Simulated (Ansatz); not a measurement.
Computed with DFT PBE, scalar-relativistic, plane waves, PAW (Ansatz). All cells share a 420 eV cutoff and Γ-centred k meshes spaced at most about 0.3 Å⁻¹ (about 0.25 or finer for metals, 2π included). No spin polarisation in the final relaxations.

These are static total energies at zero pressure.

Two relaxed structures of SiTe3:

A. Space group Im-3m (No. 229), cubic, a = 6.176 Å. Si is surrounded by 6 Te at 3.09 Å; around Te lie 2 Si at 3.09 Å and 4 Te at 3.09 Å.

B. Space group Pm-3n (No. 223), cubic, a = 5.975 Å. Around Si lie 12 Te at 3.34 Å; around Te lie 2 Te at 2.99 Å, 4 Si at 3.34 Å and 8 Te at 3.66 Å.

Question: Which would you expect to be lower, and how large is the difference?

Answer: A is lower, by 0.40 eV/atom. A has space group Im-3m (No. 229), 29.4 Å³/atom and no gap on its mesh; B has the A15 type, space group Pm-3n (No. 223), 26.7 Å³/atom and no gap. Counting Te atoms around Si (those within 1.25 times the shortest such distance or 1.15 times the sum of covalent radii, 1.27 where that leaves under three; the shortest distance is added where it exceeds 1.18 times the sum of covalent radii), A has Si 6 from 3.1 Å and B has Si 12 from 3.3 Å. B holds Te–Te chains (shortest 2.99 Å); in A the shortest Te–Te distance is 3.09 Å, near bonding range too. The lower one is the more open, so pressure narrows the difference. Even the lower one lies +0.22 eV/atom against the reference forms of the elements (uncorrected), so neither is stable at this level. Both come from invented guesses.

These runs have no spin–orbit coupling, which can matter for Te. A magnetic state wasn't ruled out in cells without spin, among them Pm-3n. Cells relaxed within their symmetry can be saddle points.

The preference for A probably comes from directional p bonding outweighing dense packing. Its equal contacts place all atoms on a simple cubic lattice, where each Te can form σ overlaps along three perpendicular axes. This is the parent arrangement from which elemental Te derives by a Peierls-type distortion into short and long contacts. The A15 arrangement is denser but gains little from that: it suits transition metals with partly filled d bands, whereas here Si has twelve distant Te neighbours and only the Te chains come near bonding distance.

Both structures leave Si poorly bonded. Even the 3.09 Å Si–Te contacts in A are far longer than a normal covalent bond, and neither structure offers the short, tetrahedral bonds that Si usually forms with Te. This suggests why A lies above the elements despite being the better of the two. Its missing gap fits an undistorted p-bonded network, and shouldn't be read as evidence that SiTe3 would be metallic in a more favourable structure.
